# Spectral moments from G(τ): the continuous-τ assumption

**Conventions.** $\hbar=k_B=1$, $H=\sum_{k\sigma}\xi_k n_{k\sigma}+U\sum_i n_{i\uparrow}n_{i\downarrow}$, $\xi_k=\epsilon_k-\mu$, and $f=1/(e^{\beta\omega}+1)$. For $0<\tau<\beta$,
$$G_k(\tau)=-\langle c_k(\tau)c_k^\dagger\rangle=-\int d\omega\,A_k(\omega)\,(1-f)\,e^{-\omega\tau}.$$

## Where the assumption enters
Integrate $G(i\omega_n)=\int_0^\beta e^{i\omega_n\tau}G(\tau)\,d\tau$ by parts repeatedly, using $e^{i\omega_n\beta}=-1$:
$$G(i\omega_n)\simeq\sum_j\frac{m_j}{(i\omega_n)^{j+1}},\qquad m_j=(-1)^{j+1}\left[G^{(j)}(0^+)+G^{(j)}(\beta^-)\right]=\int\omega^jA\,d\omega .$$
Nested commutators such as $m_1=\langle\{[c_k,H],c_k^\dagger\}\rangle$ give $m_0=1$, $m_1=\xi_k+Un_{-\sigma}$, $m_2=\xi_k^2+2\xi_kUn_{-\sigma}+U^2n_{-\sigma}$.

The boundary terms are true one-sided derivatives, so $G$ is assumed known for continuous $\tau$. Determinant QMC delivers it only at $\tau_l=l\Delta\tau$. The jump $m_0$ needs no derivative and survives; $m_1$ is the first to suffer.

## First correction
Replace the derivatives by one-slice differences and insert the spectral form, with $(1-f)e^{-\beta\omega}=f$:
$$\tilde m_1=\frac{G(\Delta\tau)-G(0^+)+G(\beta^-)-G(\beta-\Delta\tau)}{\Delta\tau}=\int A\,\frac{(1-f)(1-e^{-\omega\Delta\tau})+f\,(e^{\omega\Delta\tau}-1)}{\Delta\tau}\,d\omega .$$
Expanding the exponentials and using $1-2f=\tanh(\beta\omega/2)$,
$$\tilde m_1=m_1-\frac{\Delta\tau}{2}D_2+\frac{\Delta\tau^2}{6}m_3+\dots,\qquad D_2=\int\omega^2A\tanh\frac{\beta\omega}{2}\,d\omega .$$
The correction is linear in $\Delta\tau$. The difference runs forward at $0^+$ and backward at $\beta^-$, so $G''$ enters as $G''(0^+)-G''(\beta^-)=-D_2$, which is not a moment. Because $A\ge0$, it obeys $|D_2|\le m_2$.

## Size for the doped cuprate model
Inputs: $t=0.4$ eV, $U=8t$, $n=0.85$, paramagnetic, so $n_{-\sigma}=0.425$. We take nearest-neighbour hopping on the square lattice, $k=(\pi,0)$ where $\epsilon_k=0$, and $\beta t=4$ ($T=0.1$ eV). We assume $\mu\approx2t$, an approximate value in this convention, where half filling is $\mu=U/2$; use the $\mu$ of your own run. Then $m_1=1.4t=0.56$ eV and $m_2=17.6t^2$.

$D_2$ and $m_3$ need a spectrum. The Hubbard-I form at $\epsilon_k=0$ has poles at $-\mu=-2t$ (weight 0.575) and $U-\mu=6t$ (weight 0.425). It satisfies $m_0$, $m_1$ and $m_2$ but has no quasiparticle peak, so it serves as an estimate only. It gives $D_2=13.0t^2$ and $m_3=87t^3$. The upper Hubbard band dominates both.

| $t\Delta\tau$ | bound $\Delta\tau\,m_2/2$ | first order | second order | full $\tilde m_1$ |
|---|---|---|---|---|
| 0.1 | 0.88 | −0.65 | +0.15 | 0.88 |
| 0.05 | 0.44 | −0.33 | +0.04 | 1.11 |

Energies are in units of $t$. The bound on the first-order term depends only on the sum rule; the other columns use the two-pole model. At the typical step $t\Delta\tau=0.1$ the first-order shift is $-0.26$ eV, or 46% of $m_1$, and the full estimator is 37% low. The series converges slowly because its parameter at the upper band is $(U-\mu)\Delta\tau=0.6$.

**Trotter error** is a separate effect. For the symmetric splitting $e^{-\Delta\tau K/2}e^{-\Delta\tau V}e^{-\Delta\tau K/2}$, with $K$ the one-body and $V$ the interaction part, the slices are exact for
$$H_{\rm eff}=H+\Delta\tau^2\left(\tfrac1{12}[V,[V,K]]-\tfrac1{24}[K,[K,V]]\right)+O(\Delta\tau^4).$$
The first commutator rescales every hop that changes the double occupancy by the fraction $U^2\Delta\tau^2/12$, which is 0.05 at $t\Delta\tau=0.1$. Summed over a few bonds, this can compete with the second-order column. It stays below the first-order shift and vanishes faster as $\Delta\tau\to0$.

## In practice
Using two slices at each end cancels the linear term. Writing $\tilde m_1(\delta)$ for the estimator with step $\delta$,
$$2\tilde m_1(\Delta\tau)-\tilde m_1(2\Delta\tau)=m_1-\frac{\Delta\tau^2}{3}m_3+\dots$$
At $t\Delta\tau=0.05$ the model gives $1.34t$ against $m_1=1.4t$. For continuation constraints, compute $m_1$ and $m_2$ from the equal-time density through the sum rules. Use differenced data only as a consistency test, after extrapolating $\Delta\tau\to0$.